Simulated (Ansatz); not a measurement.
# Redistribution: CHBrCl2 + C3H6F2 → C2H4Cl2 + C2H3BrF2

Species: CHBrCl2 (bromodichloromethane) `ClC(Cl)Br`, singlet; C3H6F2 `CC(F)CF`, singlet; C2H4Cl2 (1,1-dichloroethane) `CC(Cl)Cl`, singlet; C2H3BrF2 `FCC(F)Br`, singlet. The partners trade Br for CH3; both sit on C, so the bond types are kept.

Shapes, held fixed at every level: PBE0-D4/def2-TZVP. Flexible molecules stand in one conformer, not always the lowest. Programs: Ansatz 0.2.0. Electronic energies: no zero-point or thermal term.

Question: Estimate ΔE of this reaction.

Answer: The highest level, CCSD(T)/def2-TZVPP, gives ΔE = -22.7 kJ/mol; the levels span -27.8 to -21.0. The column of differences is taken from that level and isn't an error. No measured value is set beside it here. Relativity is left out for Br unless named. Correlated rows may include outer-core shells of Br, which these sets cover unevenly. Times are processor times on shared x86 and Arm servers, and rough.

```json
{"level": "HF/def2-TZVPP", "kind": "Hartree–Fock", "ΔE (kJ/mol)": "-27.8", "less CCSD(T)/def2-TZVPP": "-5.1", "CPU time (sum over the molecules)": "–"}
{"level": "r2SCAN-D4/def2-TZVPP", "kind": "meta-GGA", "ΔE (kJ/mol)": "-23.3", "less CCSD(T)/def2-TZVPP": "-0.6", "CPU time (sum over the molecules)": "50 s"}
{"level": "B3LYP-D4/def2-TZVPP", "kind": "global hybrid", "ΔE (kJ/mol)": "-21.0", "less CCSD(T)/def2-TZVPP": "+1.7", "CPU time (sum over the molecules)": "48 s"}
{"level": "wB97M-V/def2-TZVPP", "kind": "range-separated hybrid", "ΔE (kJ/mol)": "-21.6", "less CCSD(T)/def2-TZVPP": "+1.1", "CPU time (sum over the molecules)": "1.8 min"}
{"level": "wB97X-V/def2-TZVPP", "kind": "range-separated hybrid", "ΔE (kJ/mol)": "-22.0", "less CCSD(T)/def2-TZVPP": "+0.7", "CPU time (sum over the molecules)": "74 s"}
{"level": "MP2/def2-TZVPP", "kind": "perturbation theory", "ΔE (kJ/mol)": "-21.3", "less CCSD(T)/def2-TZVPP": "+1.4", "CPU time (sum over the molecules)": "–"}
{"level": "CCSD(T)/def2-TZVPP", "kind": "coupled cluster or CI", "ΔE (kJ/mol)": "-22.7", "less CCSD(T)/def2-TZVPP": "0.0", "CPU time (sum over the molecules)": "16 min"}
```

Every level puts the products lower in electronic energy, so the direction of the exchange doesn't depend on how correlation is treated. Because the bond types are kept, the energy reflects how the substituents on each carbon interact, not a difference between strong and weak bonds. Bromodichloromethane carries three large, electron-rich halogens on one carbon. Replacing Br with methyl relieves their lone-pair and dipole repulsion, while Br moves to a carbon whose only other halogen is the small fluorine. This relief is probably the main driving force.

Hartree–Fock makes the reaction the most exothermic, at -27.8 kJ/mol, against -22.7 kJ/mol with CCSD(T). This suggests that it misses part of the dispersion-like attraction between the crowded, polarisable halogens, and so places the reactant side too high. MP2 overshoots that correction slightly, and the density functionals fall close to coupled cluster on either side, too close for this one reaction to rank them. The totals alone can't separate relief of crowding from any anomeric stabilisation in the new F–C–Br unit.
